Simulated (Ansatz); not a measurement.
A (100) slab of Au (Fm-3m (No. 225)), 6 planes, outer planes Au (top) and Au (bottom), with 6 atoms (Au6) in a surface cell of A = 8.504 Å², as cut from the bulk:

```xyz
6
Lattice="2.9162 0.0000 0.0000 0.0000 2.9162 0.0000 0.0000 0.0000 25.3103" Properties=species:S:1:pos:R:3 pbc="T T T"
Au    1.4581    1.4581    7.5000
Au    0.0000    0.0000    9.5621
Au    1.4581    1.4581   11.6241
Au    0.0000    0.0000   13.6862
Au    1.4581    1.4581   15.7483
Au    0.0000    0.0000   17.8103
```

Computed with DFT r2SCAN, scalar-relativistic, plane waves, PAW (Ansatz). Cutoff 500 eV; k points 12×12×1 on the computed 6-atom cell (Γ-centred); Gaussian smearing, width 0.10 eV; no spin polarisation.

Against the same 6 atoms in the bulk, the slab as cut lies 1.123 eV higher and the relaxed slab 1.120 eV higher.

(1) Work out the surface energy before and after relaxation.

(2) A cut through this plane breaks about 4 nearest-neighbour bonds a surface cell. What does each broken bond cost, before relaxation?

(3) What is the ideal work of this cut, per area?

Results:

(1) The slab has two faces, so γ = (E_slab − N·E_bulk)/(2A), the mean of both. As cut: 1.123/(2 × 8.504) = 0.0660 eV/Å², and 1 eV/Å² = 16.02 J/m², so γ = 1.06 J/m². Relaxed: 1.120/(2 × 8.504) = 0.0659 eV/Å² = 1.05 J/m². Relaxation recovers 0.3 % of the cost of cutting.

(2) One cut makes two faces and costs 2γA = 1.123 eV, shared by 4 bonds: 0.28 eV a bond. In a metal this is less than the cohesive energy a bond, since the bonds that remain at the surface strengthen.

(3) Griffith's ideal work is 2γ: 2.12 J/m² if the new faces stay rigid, 2.11 J/m² if they relax. One thickness was run, 6 planes, so γ can still shift with it.

Cutting gold along (100) costs far more than relaxation gives back: the surface energy only falls from 1.06 to 1.05 J/m². By symmetry, the atoms of this square cell can move only along the normal, and a small change in layer spacing regains little of the bonding lost with the missing neighbours. The modest 0.28 eV per broken bond reflects the many-body character of metallic cohesion. Band energy grows more slowly than linearly with coordination, so the first bonds removed from a fully coordinated atom are the cheapest.

The surface energy is below the values usually inferred from experiment for gold, probably in part because a semilocal functional misses some of the dispersion attraction between the polarisable d shells.

The small relaxation energy doesn't show that the square surface is stable. Clean Au(100) is known to reconstruct into a denser, quasi-hexagonal top layer, driven largely by tensile surface stress and relativistically strengthened bonding within the layer. A cell with one atom per plane can't take up the extra atoms this requires.
